The heavy-hole and light-hole bands of Si and Ge are the eigenvalues of a 4×4 matrix. That matrix is a scalar plus a five-component real vector $\mathbf d$ contracted with five anticommuting matrices. Energies, masses, overlap factors and optical strengths then follow from $\mathbf d$ alone, and strain adds a constant to it.

## Premises and conventions

1. The crystal has the diamond structure, with inversion and time-reversal symmetry, and there is no magnetic field, so the components of $\mathbf k$ commute.
2. The four states at the valence-band top transform as angular momentum $J=3/2$. All other bands, the split-off band included, are folded in to second order in $k$.
3. Energies are hole energies, positive downward into the valence band. Axes $x,y,z$ are the cube axes, $J_i$ are dimensionless spin-3/2 matrices, $\{A,B\}=AB+BA$, and $C=\hbar^2/2m_0=38.10$ meV nm².

Inversion forbids terms odd in $k$. Time reversal sends $\mathbf k\to-\mathbf k$ and $\mathbf J\to-\mathbf J$, so terms quadratic in $k$ multiply matrices even in $\mathbf J$. Under the cubic group the six products $k_ik_j$ split into a scalar, a doublet and a triplet, and each carries one free constant. This gives the Hamiltonian of Luttinger (1956):

$$H=C\Big[\big(\gamma_1+\tfrac52\gamma_2\big)k^2-2\gamma_2\sum_i k_i^2J_i^2-2\gamma_3\sum_{i<j}k_ik_j\{J_i,J_j\}\Big].$$

## Five anticommuting matrices

Define the traceless quadratic forms

$$\Gamma_1=\frac{\{J_y,J_z\}}{\sqrt3},\quad \Gamma_2=\frac{\{J_z,J_x\}}{\sqrt3},\quad \Gamma_3=\frac{\{J_x,J_y\}}{\sqrt3},\quad \Gamma_4=\frac{J_x^2-J_y^2}{\sqrt3},\quad \Gamma_5=J_z^2-\tfrac54 .$$

Order the basis as $m=\tfrac32,\tfrac12,-\tfrac12,-\tfrac32$ and read it as a product of two two-level labels. Pauli matrices $\tau$ act between the pairs $(\tfrac32,\tfrac12)$ and $(-\tfrac12,-\tfrac32)$, and Pauli matrices $\sigma$ act inside each pair. Let $J_\pm=J_x\pm iJ_y$, $\tau_+=(\tau_x+i\tau_y)/2$ and likewise $\sigma_+$. The elements $\langle m+1|J_+|m\rangle$ are $\sqrt3,2,\sqrt3$.

* $J_z^2-\tfrac54=\mathrm{diag}(1,-1,-1,1)$, so $\Gamma_5=\tau_z\sigma_z$.
* $J_+^2$ connects $-\tfrac12\to\tfrac32$ and $-\tfrac32\to\tfrac12$, each with element $2\sqrt3$, so $J_+^2=2\sqrt3\,\tau_+$. Expanding the square gives $J_+^2=J_x^2-J_y^2+i\{J_x,J_y\}$. Matching Hermitian and anti-Hermitian parts gives $\Gamma_4=\tau_x$ and $\Gamma_3=\tau_y$.
* $\{J_z,J_+\}$ has elements $(2m+1)\langle m+1|J_+|m\rangle=2\sqrt3,\,0,\,-2\sqrt3$, so it equals $2\sqrt3\,\tau_z\sigma_+$. It also equals $\{J_z,J_x\}+i\{J_z,J_y\}$, so $\Gamma_2=\tau_z\sigma_x$ and $\Gamma_1=\tau_z\sigma_y$.

Each matrix squares to one. $\Gamma_1,\Gamma_2,\Gamma_5$ share $\tau_z$ and anticommute through their $\sigma$ factors. $\Gamma_3,\Gamma_4$ anticommute with each other and with $\tau_z$, and they commute with every $\sigma$. Hence

$$\{\Gamma_a,\Gamma_b\}=2\delta_{ab},\qquad \mathrm{Tr}\,\Gamma_a=0,\qquad \mathrm{Tr}\,\Gamma_a\Gamma_b=4\delta_{ab}.$$

This is a Clifford algebra, and $\Gamma_1\Gamma_2\Gamma_3\Gamma_4\Gamma_5=-1$. The identity, the five $\Gamma_a$ and the ten products $i\Gamma_a\Gamma_b$ ($a<b$) span all Hermitian 4×4 matrices. Time reversal leaves each $\Gamma_a$ unchanged and conjugates the factor $i$, so the ten products are odd. Any perturbation that is even in $k$ and respects time reversal is therefore a scalar plus a combination of the $\Gamma_a$. Murakami, Nagaosa and Zhang (2004) used this form for hole spin transport.

## Rewriting the Hamiltonian

From $J_x^2+J_y^2+J_z^2=\tfrac{15}4$ and the definitions,

$$J_z^2=\tfrac54+\Gamma_5,\qquad J_{x}^2=\tfrac54-\tfrac12\Gamma_5+\tfrac{\sqrt3}2\Gamma_4,\qquad J_{y}^2=\tfrac54-\tfrac12\Gamma_5-\tfrac{\sqrt3}2\Gamma_4 .$$

The three $\tfrac54$ terms give $-\tfrac52\gamma_2k^2$ and cancel the $\gamma_2$ part of the scalar. With $t=Ck^2$,

$$H=\gamma_1t+\sum_{a=1}^5 d_a\Gamma_a,$$

$$d_1=-2\sqrt3\,\gamma_3Ck_yk_z,\quad d_2=-2\sqrt3\,\gamma_3Ck_zk_x,\quad d_3=-2\sqrt3\,\gamma_3Ck_xk_y,$$

$$d_4=-\sqrt3\,\gamma_2C(k_x^2-k_y^2),\quad d_5=-\gamma_2C(2k_z^2-k_x^2-k_y^2).$$

These are the five real $l=2$ harmonics, the triplet weighted by $\gamma_3$ and the doublet by $\gamma_2$. Write $\mathbf d=t\,\mathbf f(\hat{\mathbf k})$ with $\mathbf f$ dimensionless.

**Energies.** In $(\mathbf d\cdot\Gamma)^2=\tfrac12\sum d_ad_b\{\Gamma_a,\Gamma_b\}=|\mathbf d|^2$ the cross terms cancel. The eigenvalues of $\mathbf d\cdot\Gamma$ are thus $\pm|\mathbf d|$, and zero trace makes each twofold:

$$E_\pm=\gamma_1t\pm|\mathbf d|.$$

Since $3(X-Y)^2+(2Z-X-Y)^2=4(X+Y+Z)^2-12(XY+YZ+ZX)$ with $X=k_x^2$ and so on,

$$|\mathbf d|^2=C^2\big[4\gamma_2^2k^4+12(\gamma_3^2-\gamma_2^2)(k_x^2k_y^2+k_y^2k_z^2+k_z^2k_x^2)\big].$$

The second term is the band warping. Along [001], $E_\pm=(\gamma_1\pm2\gamma_2)t$, and for $\gamma_2>0$ the heavy band $E_-$ is $m=\pm\tfrac32$.

**Projectors.** With the unit vector $\mathbf n=\mathbf d/|\mathbf d|$, $(\mathbf n\cdot\Gamma)^2=1$ shows that

$$P_\pm=\tfrac12(1\pm\mathbf n\cdot\Gamma)$$

obey $P_\pm^2=P_\pm$, $P_+P_-=0$, $\mathrm{Tr}P_\pm=2$ and $H=E_+P_++E_-P_-$. They carry no arbitrary phase and need no choice of basis inside the doublet.

**Overlap factors.** A spin-independent scalar potential scatters $\mathbf k\to\mathbf k'$ with a rate proportional to the squared overlap, summed over final and averaged over initial states of the doublets. The trace rules give

$$G_{ss'}=\tfrac12\mathrm{Tr}\,P_s(\mathbf k)P_{s'}(\mathbf k')=\tfrac12\,(1+ss'\,\mathbf n\cdot\mathbf n').$$

For $\gamma_2=\gamma_3$ the addition theorem gives $\mathbf n\cdot\mathbf n'=\tfrac12(3\cos^2\theta-1)$, where $\theta$ is the scattering angle. The intraband factor is then $\tfrac14(1+3\cos^2\theta)$ and the interband factor $\tfrac34\sin^2\theta$.

## Quantum metric

The metric measures how fast the cell-periodic states change with $\mathbf k$. Define it per state by $1-G_{ss}(\mathbf k,\mathbf k+d\mathbf k)=g_{ij}\,dk_idk_j$. For unit vectors $1-\mathbf n\cdot\mathbf n'=\tfrac12|\mathbf n-\mathbf n'|^2$, so

$$g_{ij}=\tfrac14\,\partial_i\mathbf n\cdot\partial_j\mathbf n,\qquad \partial_i=\partial/\partial k_i .$$

It is the same for both bands, has units of nm², and doubles if summed over the doublet. It enters two practical quantities.

*Curvature.* Differentiating $|\mathbf d|^2$ gives $\partial_j|\mathbf d|=\mathbf n\cdot\partial_j\mathbf d$. Differentiate again, insert $\partial_j\mathbf d=\mathbf n\,\partial_j|\mathbf d|+|\mathbf d|\,\partial_j\mathbf n$, and use $\mathbf n\cdot\partial_i\mathbf n=0$:

$$\partial_i\partial_jE_\pm=2C\gamma_1\delta_{ij}\pm\mathbf n\cdot\partial_i\partial_j\mathbf d\pm4|\mathbf d|\,g_{ij}.$$

The last term is the repulsion between the two bands.

*Intervalence absorption.* The velocity operator is $\partial_iH/\hbar$. Its interband part is $P_+\partial_iH\,P_-=|\mathbf d|\,P_+(\partial_i\mathbf n\cdot\Gamma)P_-$, because the scalar and the term along $\mathbf n\cdot\Gamma$ do not connect the bands. The matrix $\partial_i\mathbf n\cdot\Gamma$ anticommutes with $\mathbf n\cdot\Gamma$ and so turns $P_+$ into $P_-$ when moved past it. Therefore $\tfrac12\mathrm{Tr}(P_-\partial_iH\,P_+\partial_iH)=|\mathbf d|^2|\partial_i\mathbf n|^2=(E_+-E_-)^2g_{ii}$. The squared dipole length for light polarised along $i$ is $g_{ii}$.

Without strain $\mathbf n$ depends only on the direction of $\mathbf k$. The radial metric vanishes and the transverse part grows as $1/k^2$. For $\gamma_2=\gamma_3$, $\sum_i|\partial_i\mathbf n|^2=-\mathbf n\cdot\nabla^2\mathbf n=l(l+1)/k^2$ with $l=2$, so $\sum_ig_{ii}=3/(2k^2)$.

## Strain as a constant added to d

The strain tensor $\varepsilon_{ij}$ transforms like $k_ik_j$, so the same symmetry argument gives the Bir–Pikus term. In hole energy, with tensor (not engineering) shear components,

$$H_\varepsilon=\text{const}\cdot\mathrm{tr}\,\varepsilon+b_v\sum_i\varepsilon_{ii}\big(J_i^2-\tfrac54\big)+\frac{d_v}{\sqrt3}\sum_{i<j}\varepsilon_{ij}\{J_i,J_j\}.$$

The shear deformation potentials $b_v,d_v$ are the usual $b,d$, both negative in this convention. The hydrostatic term shifts all valence states equally and is absorbed in the energy zero. The expressions for $J_i^2$ give $H_\varepsilon=\mathbf D\cdot\Gamma$ with

$$D_1=d_v\varepsilon_{yz},\;D_2=d_v\varepsilon_{zx},\;D_3=d_v\varepsilon_{xy},\;D_4=\tfrac{\sqrt3}2b_v(\varepsilon_{xx}-\varepsilon_{yy}),\;D_5=\tfrac12b_v(2\varepsilon_{zz}-\varepsilon_{xx}-\varepsilon_{yy}).$$

The formulas for $E_\pm$, $P_\pm$, $G_{ss'}$ and $g_{ij}$ hold with $\mathbf d=\mathbf D+t\mathbf f$. The splitting at $k=0$ is $2|\mathbf D|$. For $t|\mathbf f|\ll|\mathbf D|$, $|\mathbf d|\approx|\mathbf D|+t\,\hat{\mathbf D}\cdot\mathbf f$, so the band-edge masses along $\hat{\mathbf k}$ are

$$m_0/m_\pm=\gamma_1\pm\hat{\mathbf D}\cdot\mathbf f .$$

They depend on the direction of $\mathbf D$ and not on its size. The metric now vanishes as $k^2$ at the band edge, since $\partial_i\mathbf d$ is linear in $k$.

Along a ray of fixed $\hat{\mathbf k}$ the tip of $\mathbf d$ moves on a straight line. If $\mathbf D\cdot\mathbf f<0$, setting $d|\mathbf d|^2/dt=0$ gives a closest approach to the origin, an anticrossing, at

$$t^*=-\frac{\mathbf D\cdot\mathbf f}{|\mathbf f|^2},\qquad |\mathbf d^*|^2=|\mathbf D|^2-\frac{(\mathbf D\cdot\mathbf f)^2}{|\mathbf f|^2}.$$

There $\mathbf n\perp\mathbf f$, so $|\partial_k\mathbf n|=2Ck^*|\mathbf f|/|\mathbf d^*|$ and $g_{kk}=Ct^*|\mathbf f|^2/|\mathbf d^*|^2$.

## Size of the split-off coupling

The largest neglected term can be treated exactly in a six-band model with the same parameters. It acts on three $p$-like orbitals times spin, with orbital $L=1$, and places the $J=\tfrac12$ pair at hole energy $\Delta$. By the Wigner–Eckart theorem a traceless quadratic form in $\mathbf L$, projected on $J=\tfrac32$, is proportional to the same form in $\mathbf J$. In the state $m=\tfrac32$, $L_z^2-\tfrac23=\tfrac13$ while $J_z^2-\tfrac54=1$, so the orbital operator is three times the form. In the Cartesian orbital basis $\sum T_{ij}L_iL_j=-T$ for a traceless symmetric $T$. The orbital matrix $M$ thus has $M_{xx}=d_5-\sqrt3d_4$, $M_{yy}=d_5+\sqrt3d_4$, $M_{zz}=-2d_5$, $M_{xy}=-\sqrt3d_3$, $M_{yz}=-\sqrt3d_1$, $M_{zx}=-\sqrt3d_2$, with $\mathrm{tr}M=0$ and $\mathrm{tr}M^2=6|\mathbf d|^2$.

Rotate to the principal axes of $M$, with eigenvalues $\mu_i$. A split-off state is $(X+iY)\!\downarrow+Z\!\uparrow$ over $\sqrt3$ in any frame, with weight $\tfrac13$ on each orbital. The 6×6 problem falls into two equivalent 3×3 blocks, each a diagonal matrix plus a rank-one term. For $\epsilon=E-\gamma_1t$ the secular equation is $1+\tfrac\Delta3\sum_i(\mu_i-\epsilon)^{-1}=0$, and clearing denominators gives

$$\epsilon^3-\Delta\epsilon^2-3|\mathbf d|^2\epsilon-\det M+\Delta|\mathbf d|^2=0 .$$

For $\Delta\to\infty$ this returns $\epsilon=\pm|\mathbf d|$. The next order is $\delta\epsilon_\pm=-\big(|\mathbf d|^2\pm\det M/2|\mathbf d|\big)/\Delta$. The eigenvalues can be written $2|\mathbf d|\cos(\phi+2\pi j/3)$ with product $2|\mathbf d|^3\cos3\phi$, so each shift lies between $0$ and $-2|\mathbf d|^2/\Delta$. The eigenvector has components proportional to $(\mu_i-\epsilon)^{-1}$. First-order perturbation theory then gives $m_0/m=\gamma_1+\sum_iw_iM'_{ii}$, with normalised weights $w_i\propto(\mu_i-\epsilon)^{-2}$ and $M'$ built from $\mathbf f$ in the same axes.

## Range of validity

* $|\mathbf d|\ll\Delta$. Energy shifts are at most $2|\mathbf d|^2/\Delta$ to leading order, and relative corrections to inverse masses are of first order in $|\mathbf D|/\Delta$, enlarged where $m_0/m$ is a small difference. The much smaller $\Delta$ of Si narrows the range there.
* Hole energies small against the direct gap, so that $k^4$ terms from the conduction band are minor.
* Uniform strain small enough for linear elasticity and linear deformation potentials, with $\gamma_i$ independent of strain.
* Inversion and time reversal intact. A magnetic field or the odd-$k$ terms of zinc-blende crystals bring in the ten matrices $i\Gamma_a\Gamma_b$ and split the doublets.
* Commuting $k_i$. In a quantum well or inversion layer $k_z$ is an operator. The form of $H$ survives, but $E_\pm$ and $P_\pm$ no longer solve the problem.
* $\mathbf d\ne0$, since $\mathbf n$ is undefined where the bands touch.

## Ge under 1 GPa compression along [110]

This is the stress geometry of a longitudinally compressed p-channel on a (001) wafer. Compiled values are $C_{11}=129$, $C_{12}=48$, $C_{44}=67$ GPa (Råsander 2015, temperature not stated), $\Delta=0.3$ eV (Peralta 2006) and a direct gap of 0.8 eV (Waroquiers 2013, room temperature). Typical values are used for the rest: $\gamma_1=13.38$, $\gamma_2=4.24$, $\gamma_3=5.69$, $b_v=-2.55$ eV, $d_v=-5.5$ eV. The results are the model's. Third and fourth figures are carried only for the arithmetic.

**Strain.** A stress $s=-1$ GPa along [110] has $xx$, $yy$ and $xy$ components $s/2$. The compliances obey $S_{11}-S_{12}=1/(C_{11}-C_{12})$, $S_{11}+2S_{12}=1/(C_{11}+2C_{12})$, $S_{44}=1/C_{44}$. Then $\varepsilon_{xx}=\varepsilon_{yy}=(S_{11}+S_{12})s/2=-0.354\,\%$, $\varepsilon_{zz}=S_{12}s=0.263\,\%$ and $\varepsilon_{xy}=S_{44}s/4=-0.373\,\%$.

**Constant vector.** $D_3=20.52$ meV, $D_5=-15.74$ meV, the others vanish. So $|\mathbf D|=25.86$ meV, the splitting is 51.7 meV, and $(\hat D_3,\hat D_5)=(0.793,-0.609)$.

**Masses.** The band $E_-$ is the valence-band top. For the three principal directions only $f_3$ and $f_5$ are nonzero.

| direction | $f_3$ | $f_5$ | $\hat{\mathbf D}\cdot\mathbf f$ | $m_-/m_0$ | $m_+/m_0$ | $m_-/m_0$, six bands |
|---|---|---|---|---|---|---|
| [110] | −9.86 | 4.24 | −10.40 | 0.042 | 0.34 | 0.037 |
| [1$\bar1$0] | 9.86 | 4.24 | 5.24 | 0.12 | 0.054 | 0.17 |
| [001] | 0 | −8.48 | 5.16 | 0.12 | 0.054 | 0.14 |

Without strain, $|\mathbf f|=10.73$ along [110] gives masses 0.38 and 0.041. Compression makes the top band light along the channel because $\mathbf f$ is almost antiparallel to $\mathbf D$.

**Anticrossing along [110].** $t^*=2.34$ meV, $k^*=0.248$ nm⁻¹, $|\mathbf d^*|=6.35$ meV, and the gap is 12.7 meV. The lower band there lies $\gamma_1t^*-|\mathbf d^*|+|\mathbf D|=50.8$ meV from its edge, about twice $k_BT=25.9$ meV at 300 K. The metric is $g_{kk}=254$ nm², a dipole length of 16 nm. The repulsion term $4|\mathbf d^*|g_{kk}/2C=84.7$ drives the curvature $\partial_k^2E_-/2C$ to $13.38-84.7=-71.4$ as the band turns from light to heavy. Within four bands $t^*$ and the gap scale with the stress and $g_{kk}$ scales inversely.

**What the neglected terms do.** At $k=0$ the $\mu_i$ for orbitals along [110], [1$\bar1$0], [001] are $D_5-\sqrt3D_3=-51.3$, $D_5+\sqrt3D_3=19.8$ and $-2D_5=31.5$ meV. The cubic gives $-29.8$ and $25.7$ meV, a splitting of 55.5 meV, 7 % above the four-band value. The six-band top-band masses differ from the four-band ones by −12 %, +39 % and +13 % in the order of the table, so the four-band [1$\bar1$0] mass is a rough guide only at this stress. At the anticrossing $|\mathbf d|$ is small and the bound $2|\mathbf d^*|^2/\Delta$ is 0.27 meV. The ratio of 50.8 meV to the direct gap is 6 %, which sets the scale of the $k^4$ correction for the light branch. The gap is most sensitive to the ratio $d_v/b_v$. Assumed pairs from the ends of the typical spread, $(b_v,d_v)=(-2.2,-6.1)$ and $(-2.9,-4.4)$ eV, give 7 and 20 meV. The model's firm results are a top-band mass near $0.04\,m_0$ along the stress and a parabolic range that ends below about $2k_BT$ at room temperature.